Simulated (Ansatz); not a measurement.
A substitution series on In: CH3 to F

Gas-phase molecules. On one In centre, n of the CH3 ligands are replaced by F. The HOMO–LUMO gap y in eV at wB97M-V/def2-TZVPP. Shapes: PBE0-D4/def2-TZVP. Programs: Ansatz 0.2.0.

| molecule | n | y (eV) |
| --- | --- | --- |
| In(CH3)3 | 0 | 9.66 |
| In(CH3)2F | 1 | ? |
| In(CH3)F2 | 2 | 11.61 |
| InF3 | 3 | 12.26 |

Question: Fit y = c + s·n to the known rows and predict In(CH3)2F.

Answer: 
1. Means of the 3 rows: n = 1.66667, y = 11.177.
2. Σ(Δn)² = 4.6667, Σ(Δn·Δy) = 4.1167, so the slope is 4.1167/4.6667 = 0.88214.
3. Intercept: 11.177 − (0.88214) × 1.66667 = 9.707. The largest residual of the fit is 0.14.
4. In(CH3)2F: 9.707 + (0.88214) × 1 = 10.59 eV.

The run gave 10.26 eV, so the prediction is off by +0.33 eV, more than the largest residual. The steps per swap are uneven (+0.60, +1.35, +0.65), so a line is a poor model. Other levels give for In(CH3)2F: SPW92/def2-TZVPP 4.72; r2SCAN0-D4/def2-TZVPP 7.08 eV. Orbital gaps aren't excitation energies, and the LUMO depends on the basis. At 3 other levels on record the series doesn't rise at every step. For atoms past krypton def2 sets carry core potentials with scalar relativity.

At this level the gap widens with each methyl replaced by fluorine, but the middle swap counts for about twice as much as either of the others. The overall rise probably reflects the loss of relatively high-lying In–C σ bonding electrons, as fluorine holds its valence electrons much more tightly than carbon does.

The uneven steps suggest a change in the character of the HOMO. With two methyls left, the out-of-phase combination of the In–C bonds can still draw on In 5p and stay high in energy. With only one left, that combination is gone, and the remaining In–C bond can mix with the deeper In 5s orbital. In InF3 no In–C bond remains, and the HOMO should be mainly fluorine 2p lone pair. A constant increment per ligand therefore has little physical basis here, even though the line fits the three known rows fairly closely. The gaps alone can't separate a falling HOMO from a shifting LUMO; that would take the individual orbital energies and compositions.
